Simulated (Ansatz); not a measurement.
# Compressing Nb₃N₅: a fit and a missing row

Nb₃N₅, Cmcm, a = 3.867 Å, b = 10.236 Å, c = 10.236 Å. The structure is a Materials Project entry; whether it is the stable form wasn't checked. Ansatz: PBEsol, PAW, 420 eV, Γ-centred 8×8×4 mesh on 16 atoms, Gaussian smearing 0.02 eV; no spin polarisation. Shape and atoms are relaxed at each volume; pressure is positive in compression.

```tsv
V (Å³/atom)	P (GPa)
11.142	?
11.521	26.95
11.901	16.52
12.281	7.58
12.661	-0.01
13.041	-6.39
13.420	-11.64
13.927	-16.96
```

Task: Take V0 = 12.661 Å³/atom, count pressures from its P0 = -0.01 GPa, fit the third-order Birch–Murnaghan form to the other rows, and predict the missing pressure.

Result: With the Eulerian strain f = ½[(V0/V)^(2/3) − 1] and y = (P − P0)/[3f(1 + 2f)^(5/2)], the form is the line y = B0 + 1.5 B0 (B0′ − 4) f. Rows (f, y): 0.03246, 236.6; 0.02107, 235.9; 0.01026, 234.4; -0.00976, 228.9; -0.01903, 224.5; -0.03078, 215.2. Means f = 0.0007033, y = 229.25; Σ(Δf)² = 0.003005, ΣΔfΔy = 0.9578; the slope is their ratio. y = 229.0 + 318.8 f GPa, so B0 = 229.0 GPa and B0′ = 4 + 2 × (318.8)/(3 × 229.0) = 4.93. At V = 11.142, f = 0.04447, y = 243.18 and P = 40.13 GPa. The run gave 39.06 GPa, so the fit is 1.07 GPa too high, 1.9 % of the span of the series, against an rms of 0.19 GPa on the fitted rows. The row lies outside the fitted range. The points of y bend away from a line: a fourth-order term fitted to them gives P = 38.60 GPa at this row's volume (the line 40.13, the run 39.06).

Cost: 8 runs of about 27 core-minutes in all, on AMD EPYC 9R45 (Zen 5) (shared hosts).

The overshoot at the smallest volume comes from curvature that a straight line can't carry. The normalised pressure y climbs steeply through the expanded rows, from 215.2 to 228.9, but nearly levels off under compression, from 234.4 to 236.6. The stretched cells therefore tilt the line and make it too stiff at high pressure. They probably also pull B0 slightly low, since 229.0 GPa barely exceeds the value of y already reached on the expanded side. The fourth-order term corrects in the right direction but overshoots, so the curvature isn't constant either.

The considerable stiffness fits a nitride of formally pentavalent niobium, in which N 2p–Nb 4d covalency adds to ionic attraction and short-range repulsion resists compression. Under tension the bonds weaken quickly as overlap is lost; changes in the angles between linked polyhedra may contribute. B0′ = 4.93 is thus better read as an average over the fitted range than as a sharp equilibrium property. The pressures alone don't reveal which axis or which bonds take up the strain.
